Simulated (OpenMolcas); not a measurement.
## GaF: a line through the functionals

GaF has 2 atoms, charge 0, and is taken as a singlet. As SMILES, `[F][Ga]`. The shape is that of a PBE0-D4/def2-TZVP optimisation.

The HOMO–LUMO gap y, in eV, basis def2-TZVPPD; a is the functional's share of exact exchange. Programs: OpenMolcas 26.06.

```
functional     program     a  y (eV)
       PBE  OpenMolcas     0    4.64
    r2SCAN  OpenMolcas     0    5.09
     B3LYP  OpenMolcas   0.2    6.07
      PBE0  OpenMolcas  0.25       ?
     BHLYP  OpenMolcas   0.5    8.09
```

Q: Fit y = c + s·a to the known rows and predict PBE0.

A: 
1. Means of the 4 rows: a = 0.1750, y = 5.973.
2. Σ(Δa)² = 0.1675, Σ(Δa·Δy) = 1.0782, so the slope is 1.0782/0.1675 = 6.437.
3. Intercept: 5.973 − (6.437) × 0.1750 = 4.847. The largest residual of the fit is 0.24.
4. PBE0: 4.847 + (6.437) × 0.25 = 6.46 eV.

The run gave 6.42 eV, so the prediction is off by +0.04 eV, within the scatter of the fit. Exact exchange lowers occupied levels and raises empty ones. The rows mix families of semi-local functionals, which the line can't see.

The gap of GaF widens with each increase in exact exchange, from 4.64 eV in PBE to 8.09 eV in BHLYP, and the PBE0 value of 6.42 eV falls in order. In this Ga(I) molecule the HOMO is expected to be largely the Ga 4s lone pair, with some F 2p antibonding character, and the LUMO an empty, mainly Ga 4p π level. Non-local exchange treats the two differently: an electron in the lone pair has its self-repulsion cancelled, whereas an empty orbital feels the repulsion of all the electrons. The gap therefore moves from a Kohn–Sham orbital difference towards an ionisation-minus-affinity difference.

Exact exchange isn't the only influence, since r2SCAN opens the gap relative to PBE without any, probably through its dependence on the kinetic-energy density. The slope thus describes how the orbital energies respond to the functional, and the close PBE0 prediction doesn't establish which gap is nearest to the true fundamental gap or to an optical excitation energy.
